## Results and discussion

Disilane is a vapour source of silicon for thin films. If light is to activate it, someone must choose a photon energy, and the choice depends on where the vapour absorbs strongly. The oscillator strength answers that question. It is a pure number that measures how strongly a transition takes up light, and it can be estimated on paper if one can picture the two orbitals between which the electron jumps. The example is disilane with a water molecule beside it, treated with a range-separated density functional.

The five lowest singlet excitations of neutral disilane with one water molecule in the gas phase, computed with PySCF 2.14.0 using linear-response wB97X/def2-SVP in the Tamm–Dancoff approximation at the GFN2-xTB geometry. The states are analysed with natural transition orbitals, whose leading pair weight is listed, and unrelaxed difference densities.

```tsv
row	excitation energy (eV)	oscillator strength	leading pair weight	hole electron distance (Å)	hole electron overlap
1	7.791	0.008	0.996	1.308	0.397
2	8.064	0.029	0.909	0.050	0.743
3	8.088	0.030	0.901	0.022	0.750
4	8.899	0.000	0.498	0.036	0.763
5	9.117	0.373	0.721	0.316	0.817
```

The five excitation energies lie between 7.8 and 9.1 eV, in the vacuum ultraviolet. The strengths differ far more: row 4 is practically dark, while row 5 reaches 0.373. An estimate therefore has to explain strength, and energy alone cannot do so. From row 2 to row 5 the energy grows by a factor of only 1.13, but the strength grows thirteenfold.

### The rule

The oscillator strength $f$ depends on the excitation energy $E$ and on the transition dipole $\mu$, the dipole with which the light's electric field couples the two states. With $E$ in eV and $\mu$ in atomic units (electron charge times 0.53 Å), its definition reads

$$f=\frac{\mu^2E}{41}\approx\frac{\mu^2}{5}.$$

The second form fixes the energy near 8 eV, which suits this narrow range. What remains is to guess $\mu$.

For a jump from one orbital to another, $\mu$ comes from the product of the two orbitals. Where they have the same sign the product is positive, and where the signs differ it is negative. The positive and negative regions act like the two ends of a small antenna. Large lobes far apart give a strong transition, and lobes close together give a weak one. If the lobes balance in every direction, the transition is dark.

### Row 5: an antenna as long as the bond

In row 5 the transition dipole lies along the Si–Si axis. That direction fits a jump from the bonding to the antibonding combination of the two silicon centres, which is taken here as the simplest picture. Let $a$ and $b$ be orbitals on the two silicon atoms, a distance $R$ apart, with negligible overlap. The bonding orbital is $(a+b)/\sqrt2$ and the antibonding one is $(a-b)/\sqrt2$.

Their product is $(a^2-b^2)/2$, positive at one silicon atom and negative at the other. If each atomic charge cloud is treated as centred on its nucleus, the dipole for one electron is $R/2$. In a singlet excitation the two bonding electrons contribute together, which brings a factor $\sqrt2$. The result is $\mu=R/\sqrt2$ along the bond and nothing across it.

The bond length is 2.3 Å, or about 4.3 atomic units. The estimate is then

$$\mu\approx\frac{4.3}{1.4}\approx3.1,\qquad f\approx\frac{3.1^2}{5}\approx1.9.$$

The picture gives a strong transition, as computed, but its strength is about five times the computed value. The direction is no test, because the picture was chosen to match it. The error lies in the dipole, which is 2.4 times too long and enters as a square.

A plausible reason is that the real orbitals are not centred on the nuclei. Bonding hybrids lean into the bond, which brings the two ends of the antenna closer together. The state is also not a single jump: the leading pair weight, the share carried by the most important pair of hole and electron orbitals, is 0.721. The smaller pairs may add to the dipole or oppose it. How much each effect contributes has not been tested here.

### Row 2: a weak antenna across the bond

Row 2 starts mainly from the same occupied orbital as row 5, but its dipole points almost entirely across the Si–Si axis. The two-centre estimate gives zero for this direction, because its centres have no width. The computed strength is 0.029, which is weak but not zero.

The direction has a natural explanation in the shape of the orbitals. The electron goes into an orbital that changes sign from one side of the axis to the other. Multiplied by a bonding orbital that is the same all round the axis, it gives positive and negative lobes on opposite sides of each silyl group. The antenna now lies across the bond. Its width alone does not make it weak, because the hydrogen atoms of one group are about as far apart as the two silicon atoms. The lobes themselves must be small or partly cancel.

Orbital type offers one reason. On one atom, an $s$ orbital multiplied by a sideways $p$ orbital has a dipole, whereas a $p$ orbital along the bond multiplied by a sideways one has none. With $s$ and $p$ orbitals alone, only the $s$ share of the silicon part of the bond therefore contributes on that atom. The hydrogen atoms can add to this part or oppose it. The argument gives the direction and a possible reason for the weakness, but no size.

If the dipole is known, the rest is quick. For row 2 the calculation gives $\mu=0.38$, so that

$$f\approx\frac{0.38^2}{5}\approx0.029.$$

Row 3 is the partner of row 2. Its dipole is also across the axis, at right angles to that of row 2, and its strength is nearly the same. A threefold axis makes the two sideways directions equivalent, so such states come in pairs. The nearby water disturbs the symmetry only slightly: the two energies differ by 0.024 eV, and their order has no significance.

### Row 1: a large shift of charge, a weak transition

Row 1 shows which distance must not be used for the antenna. The hole–electron distance is the separation between the centre of the charge left behind and the centre of the charge that arrives. It is 1.308 Å in row 1, the largest in the table. Inserted in the rule as if it were the transition dipole, it would give a strength of about 1.2, whereas the calculation gives 0.008.

The hole of this state sits almost wholly on the water molecule, in the lone pair that points out of the molecular plane. The product of hole and electron orbitals is large only where both are present. Electron density that has moved away from the lone pair therefore adds to the hole–electron distance but hardly to the transition dipole. What remains are lobes above and below the water plane, and the computed dipole does point out of that plane.

The shift is directed towards disilane, but this alone does not show how much of the electron arrives there. Water's own lowest excitation also moves charge towards its hydrogen atoms, which here face the disilane. The main orbital jump does end in the same empty orbital as that of row 5, which suggests that the electron is shared between the two molecules.

### Accuracy and range

The short rule $f\approx\mu^2/5$ has no fitted constant. With the computed dipoles it reproduces the strengths of rows 1, 2, 3 and 5 to about 10% of the computed values; the largest error is in row 5, whose energy is furthest from 8 eV. This agreement is arithmetic, because strength and dipole are linked by definition. It shows only that fixing the energy costs little here. The printed analysis after this section gives the comparison for each row.

The two-centre estimate of the dipole is the real test, and it is much coarser. It separates the strong transition along the bond from the weak pair across it, but it should not be trusted for a strength to better than an order of magnitude. Shrinking the dipole to fit row 5 would only restate that row, since the table holds no second strong transition on which to check the correction.

Row 4 marks another boundary. Two orbital pairs contribute almost equally, so there is no single product of orbitals to picture. Their dipoles probably cancel, as symmetry allows when both the occupied and the empty orbitals come in degenerate pairs, but this has not been tested. Good overlap is no safeguard: the hole–electron overlap, which measures how far the two charge clouds share the same space, is higher in row 4 than in rows 2 and 3.

Away from 8 eV the energy must be put back into the rule. At 4 eV, for example, the factor is about one tenth instead of one fifth. The energies themselves have to come from elsewhere, and those in the table need some caution. The basis lacks diffuse functions, which low excited states of water and disilane may need, so the energies may be too high by different amounts. The order of rows 1 and 2, which are 0.273 eV apart, is therefore not secure.

For the choice of light, the table favours the transition along the Si–Si bond, near 9.1 eV in this calculation. Its lead over the other four states is more than tenfold, but the size of that lead is uncertain. The Tamm–Dancoff approximation does not preserve the total strength that exact theory requires, and diffuse functions could shift this state or spread its strength over several. No larger basis was tried, and higher states were not computed. The result therefore shows which kind of transition to look for, and the photon energy itself should be taken from a measured spectrum. Strong absorption says only that the photon is taken up; whether the molecule then breaks in a way that helps a silicon film to grow is a separate question.

The analysis program printed:

```
Strength as one fifth of the squared dipole, against the calculation (row 4 percentage is only rounding):
  row  transition dipole (a.u.)      rule  full definition  computed strength  rule error (%)
    1                    0.2088  0.008718          0.00832             0.0083           5.034
    2                    0.3807   0.02898          0.02863             0.0286           1.343
    3                    0.3904   0.03049          0.03021             0.0303          0.6172
    4                   0.03225  0.000208        0.0002267             0.0002               4
    5                     1.293    0.3344           0.3734             0.3733          -10.43
Divisor of squared dipole (a.u.) times energy (eV) that gives the strength: 40.82
Energy at which the factor is exactly one fifth (eV): 8.163
Largest error of the rule without the dark row 4 (%): 10.43
Share of squared dipole along Si-Si, row 2 (%): 0.9964
Share of squared dipole along Si-Si, row 3 (%): 0.4782
Share of squared dipole along Si-Si, row 5 (%): 100
Cosine of the angle between the dipoles of rows 2 and 3: 5.382e-05
Energy gap between rows 2 and 3 (eV): 0.024
Si-Si distance (angstrom): 2.3
Two-centre dipole along the axis (a.u.): 3.073
Two-centre strength for row 5 by the rule: 1.889
Two-centre dipole over computed dipole, row 5: 2.377
Two-centre strength over computed strength, row 5: 5.061
Energy ratio row 5 to row 2: 1.131
Strength ratio row 5 to row 2: 13.05
Squared dipole ratio row 5 to row 2: 11.54
Strength of row 1 if its hole-electron distance were the dipole: 1.222
```
